# How the cyclotron-spin ladder of a trapped electron responds to field, state, trap voltage and temperature

A single electron (charge $-e$, mass $m$) sits in a Penning trap with field $B\hat z$, $B = 3$ T, and axial frequency $\nu_z = 100$ MHz, a typical value taken as input. What happens to the observable lines, and to the $g/2$ inferred from them, when one condition is changed? At each **Predict**, settle on a sign and a size before reading on. All numbers are those of this idealised model.

## The levels

Let $\nu_c = eB/(2\pi m)$, $a = g/2-1$, $n = 0,1,\dots$ the cyclotron quantum number and $m_s=\pm\tfrac12$ the spin projection along $\mathbf B$, so that spin up lies higher. The Dirac Hamiltonian with a Pauli term is
$$H = c\,\boldsymbol\alpha\cdot\boldsymbol\pi+\beta mc^2+\tfrac12 a h\nu_c\,\beta\Sigma_z .$$
Since $(\boldsymbol\sigma\cdot\boldsymbol\pi_\perp)^2 = 2\hbar eB\,N$ with $N = n+\tfrac12+m_s$, $H$ splits into $4\times4$ blocks of fixed $N$ (for $N=0$ only spin down exists), whose positive eigenvalues in a uniform field are
$$E=\sqrt{M^2+p_z^2c^2},\qquad M = mc^2\sqrt{1+2N\epsilon}+a h\nu_c m_s,\qquad \epsilon=\frac{h\nu_c}{mc^2}.$$

**Predict:** expand at $p_z=0$. Does the first relativistic term depend on $n$ and $m_s$ separately?

It does not. The square root gives $mc^2+Nh\nu_c-\tfrac12N^2h\delta+\tfrac12N^3h\delta\epsilon$ with $\delta=\epsilon\nu_c=h\nu_c^2/(mc^2)$. The electrostatic quadrupole lowers the orbital frequency to $\nu_+$, the larger of
$$\nu_\pm=\tfrac12\nu_c\pm\sqrt{\tfrac14\nu_c^2-\tfrac12\nu_z^2},\qquad \nu_++\nu_-=\nu_c,\qquad \nu_-=\frac{\nu_z^2}{2\nu_+},$$
and leaves the spin frequency $(g/2)\nu_c$ alone at this order. Dropping $mc^2$ and holding the axial and magnetron states fixed,
$$E(n,m_s)=\frac g2h\nu_c m_s+\left(n+\tfrac12\right)h\nu_+-\tfrac12h\delta\left(n+\tfrac12+m_s\right)^2 .$$

Two lines follow. The cyclotron line $n\to n+1$ lies at $\nu_+-(n+1+m_s)\delta$, which for $0\to1$ at spin up is $f=\nu_+-\tfrac32\delta$. The anomaly line joins $(n+1,-\tfrac12)$ to $(n,+\tfrac12)$. These states share $N$, so $\nu_a=(g/2)\nu_c-\nu_+=a\nu_c+\nu_-$ carries no $\delta$. Hence $a=(\nu_a-\nu_-)/(\nu_++\nu_-)$, and with $\nu_-\approx\nu_z^2/(2f)$,
$$\frac g2\simeq1+\frac{\nu_a-\nu_z^2/(2f)}{f+\tfrac32\delta+\nu_z^2/(2f)} .$$
In a slightly tilted or elliptical trap the same form follows from the invariance theorem of Brown and Gabrielse, $\nu_c^2=\nu_+^2+\nu_z^2+\nu_-^2$, when $\nu_-\ll\nu_z\ll\nu_+$.

One rule does most of the work below. The numerator is $a\nu_c$ and the denominator $D$ is $\nu_c$, so an unaccounted shift $dD$ of the denominator alone moves the inferred $g/2$ by $-a\,dD/\nu_c$, whereas a shift of the numerator enters without the factor $a$.

**Baseline.** At 3 T, $\nu_c=83.977$ GHz, $h\nu_c=347.30$ µeV, $\epsilon=6.797\times10^{-10}$ and $\delta=57.08$ Hz. The cubic term adds only $\tfrac72\delta\epsilon=1.4\times10^{-7}$ Hz to $f$. For $a$ we take the one- and two-loop QED terms as given,
$$a\simeq\frac12\frac\alpha\pi+C_4\left(\frac\alpha\pi\right)^2,\qquad C_4=\frac{197}{144}+\frac{\pi^2}{12}-\frac{\pi^2}{2}\ln2+\frac34\zeta(3)=-0.3285,$$
so $a=1.160\times10^{-3}$. The three-loop scale, $(\alpha/\pi)^3=1.3\times10^{-8}$, does not reach these digits. Then $\nu_-=59.54$ kHz and $\nu_a=97.4$ MHz.

## Change 1: the field

**Predict:** $B$ is doubled. By what factor does $\delta$ change, and by what factor the offset in $g/2$ of an analysis that leaves out $\tfrac32\delta$?

The mass increase per quantum is $h\nu_c/c^2$, so $\epsilon\propto B$, and the shift in hertz is $\delta=\epsilon\nu_c\propto B^2$. Omitting $\tfrac32\delta$ makes $D$ too small, so the inferred $g/2$ is too high by $\tfrac32a\epsilon$, which is linear in $B$. Expect factors of four and two.

| $B$ (T) | $\nu_c$ (GHz) | $\delta$ (Hz) | $\tfrac32\delta$ (Hz) | offset if omitted ($10^{-12}$) |
|---|---|---|---|---|
| 1.5 | 41.989 | 14.27 | 21.40 | +0.59 |
| 3 | 83.977 | 57.08 | 85.61 | +1.18 |
| 6 | 167.955 | 228.30 | 342.45 | +2.36 |

For scale, $(\alpha/\pi)^4=2.9\times10^{-11}$ and $(\alpha/\pi)^5=6.8\times10^{-14}$. The offset falls between the natural sizes of the four- and five-loop terms, so the correction is needed before $g/2$ can be set against a five-loop calculation.

## Change 2: the initial state

**Predict:** the spin is flipped to down before the $0\to1$ line is driven. Does the line rise or fall?

Spin down means $N=0\to1$ instead of $1\to2$. The electron is lighter by one quantum, so the line rises. It sits at $\nu_+-\tfrac12\delta$, which is 28.54 Hz below $\nu_+$ and 57.08 Hz above $f$. If this frequency is put into the spin-up formula, $D=\nu_c+\delta$ and the inferred $g/2$ is offset by $-a\epsilon=-0.79\times10^{-12}$.

**Predict:** now keep spin up and drive $1\to2$. Then try spin down with $1\to2$.

At spin up the shift is $-\tfrac52\delta=-142.69$ Hz, one $\delta$ below $f$, and the offset reverses to $+0.79\times10^{-12}$. At spin down, $1\to2$ has $N=1\to2$ and coincides with $f$. The anomaly line does not move in any of these cases.

## Change 3: the trap voltage

**Predict:** the voltage is raised fourfold, and $\nu_z\propto\sqrt{V_0}$ goes to 200 MHz. Which way do $f$, $\nu_a$ and the inferred $g/2$ move?

The radial electric force points outward and opposes the magnetic force of the cyclotron motion, so $\nu_+$ falls by the rise in $\nu_-\propto\nu_z^2$. The spin frequency is fixed, so $\nu_a$ gains what $f$ loses. In numbers, $\nu_-$ goes from 59.54 to 238.16 kHz, $f$ falls by 178.62 kHz and $\nu_a$ rises by 178.62 kHz. The $\nu_z^2/(2f)$ terms remove both shifts. Without them one would infer $1+\nu_a/\nu_+=(g/2)\nu_c/\nu_+$, too high by $(g/2)\nu_-/\nu_+=7.10\times10^{-7}$ at 100 MHz and $2.84\times10^{-6}$ at 200 MHz. This is large because $\nu_-$ acts on the numerator.

What survives is the use of $f$ for $\nu_+$ in the magnetron term. It overestimates $\nu_-$ by the fraction $\tfrac32\epsilon$ and offsets $g/2$ by about $-\tfrac32\epsilon\,\nu_-/\nu_c$, namely $-7\times10^{-16}$ and $-3\times10^{-15}$. Relativistic terms involving the electric field, which the level formula omits, are of the same order $\epsilon\,\nu_-/\nu_c$, so these figures mark the floor of the formula and are not corrections to apply.

## Change 4: the axial temperature

**Predict:** the axial motion, in contact with its detection circuit, is warmed from its ground state to $T_z=1$ K. Axial energy also adds mass. Is the anomaly line spared again?

It is not. For slow axial motion $E\simeq M+p_z^2c^2/(2M)+V(z)$, an oscillator of mass $M/c^2$ whose energy scales as $E_z\propto M^{-1/2}$ at fixed axial quantum number. A transition that changes $M$ by $dM$ therefore costs $dM\,[1-E_z/(2mc^2)]$. Cyclotron and anomaly transitions both change $M$, so both fall by the same fraction. In the ground state $E_z=\tfrac12h\nu_z$ and $f$ is lowered by 0.017 Hz. At 1 K, $\langle E_z\rangle\simeq k_BT_z$, the fraction is $8.43\times10^{-11}$, $f$ is lowered by 7.08 Hz and $\nu_a$ by 8.2 mHz. A common fraction cancels between numerator and denominator, so $g/2$ is unchanged at leading order, provided both lines are taken at the same $T_z$.

A larger neighbour of this effect is absent from the level formula. State detection usually relies on a magnetic bottle, $B(z)=B+B_2z^2$. With a typical $B_2=300$ T/m² and $\langle z^2\rangle=k_BT_z/[m(2\pi\nu_z)^2]=3.8\times10^{-11}$ m², the mean field rises by the fraction $B_2\langle z^2\rangle/B=3.8\times10^{-9}$, and $f$ by 0.32 kHz. That exceeds $\tfrac32\delta$ and has the opposite sign. Its mean also cancels in the ratio, but thermal fluctuations of $E_z$ broaden both lines.

## Change 5: the surrounding cavity

**Predict:** the electrodes form a microwave cavity whose modes couple to the electric dipole of the cyclotron motion and shift $\nu_+$ by $\Delta$, with a negligible effect on the spin frequency. Take an illustrative $\Delta=+0.10$ Hz. Is that harmless beside 85.61 Hz?

It is not. Now $f\to f+\Delta$ and also $\nu_a\to\nu_a-\Delta$, because $\nu_a=(g/2)\nu_c-\nu_+$. The inferred value is $(g/2)\nu_c/(\nu_c+\Delta)$, an offset of $-(g/2)\Delta/\nu_c=-1.19\times10^{-12}$. Per hertz, the cavity shift weighs $(g/2)/a=863$ times as much as the relativistic one, so a tenth of a hertz matches in size the whole offset of $1.18\times10^{-12}$ from omitting $\tfrac32\delta$. Cavity corrections to $g/2$ are typically of order $10^{-12}$, with a sign set by the detuning from the modes, and a term $+(g/2)\Delta/\nu_c$ must be added to the formula.

## The pattern

To predict the response of the inferred $g/2$, ask which lines a change moves. A shift that depends only on $N$ moves $f$ alone and is suppressed by $a$ (changes 1 and 2). A fractional shift common to $f$ and $\nu_a$ cancels (change 4). A shift of the orbital frequency alone moves $f$ and $\nu_a$ oppositely and enters at full weight, so it must be removed explicitly, through $\nu_z^2/(2f)$ for the trap field (change 3) and through a separate calculation for the cavity (change 5).